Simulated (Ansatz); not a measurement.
Abstraction of F: GeF4 + SiH2(CH3) → GeF3 + SiH2(CH3)F

Species: GeF4 (tetrafluorogermane) `[F][Ge]([F])([F])[F]`, singlet; SiH2(CH3), doublet; GeF3 `[F][Ge]([F])[F]`, doublet; SiH2(CH3)F, singlet. A radical takes F: the energy is the difference in strength between the Ge–F bond broken and the Si–F bond made.

Shapes, held fixed at every level: PBE0-D4/def2-TZVP. Programs: Ansatz 0.2.0. The zero-point and thermal change to 298 K, harmonic and unscaled (PBE0-D4/def2-TZVP), is +3.5 kJ/mol.

```tsv
level	kind	ΔH(298 K) (kJ/mol)	less CCSD(T)/def2-TZVPP	CPU time (sum over the molecules)
MP2/def2-SVP	perturbation theory	-76.0	+19.4	–
MP2/def2-TZVPP	perturbation theory	-99.6	-4.2	–
B3LYP-D4/def2-TZVPP	global hybrid	-122.6	-27.2	26 s
PBE0-D4/def2-TZVPP	global hybrid	-107.5	-12.1	20 s
wB97M-V/def2-TZVPP	range-separated hybrid	-124.0	-28.6	74 s
wB97X-V/def2-TZVPP	range-separated hybrid	-112.0	-16.6	55 s
CCSD(T)/def2-TZVPP	coupled cluster or CI	-95.4	0.0	3.9 min
```

The highest level, CCSD(T)/def2-TZVPP, gives ΔH(298 K) = -95.4 kJ/mol; the levels span -124.0 to -76.0. The column of differences is taken from that level and isn't an error. No measured value is set beside it here. Open shells run unrestricted. Relativity is left out for Ge. Outer-core shells of Ge are correlated in most correlated rows, in sets that cover them unevenly. Times are processor times on shared x86 and Arm servers, and rough.

Fluorine transfer from germanium to silicon is exothermic at every level, with CCSD(T) giving -95.4 kJ/mol, so the Si–F bond formed is stronger than the Ge–F bond broken. Silicon is the smaller and more electropositive atom: the filled 3d shell of germanium screens its nucleus poorly, which raises its electronegativity and reduces the ionic contribution to its bond with fluorine. The shorter Si–F bond also gains more from electrostatic attraction and from donation by the fluorine lone pairs.

The sign is secure across these methods, but the magnitude is less so. All four hybrids give a more exothermic reaction than CCSD(T), with no clean separation between global and range-separated forms. Enlarging the basis moves MP2 from -76.0 to -99.6 kJ/mol, probably because the compact, polar Si–F bond needs more polarization functions. The coupled-cluster value may therefore shift too, and its gap from the hybrids can't be assigned to the functionals alone. Because the two centres carry different substituents, the enthalpy doesn't isolate the intrinsic effect of exchanging germanium for silicon.
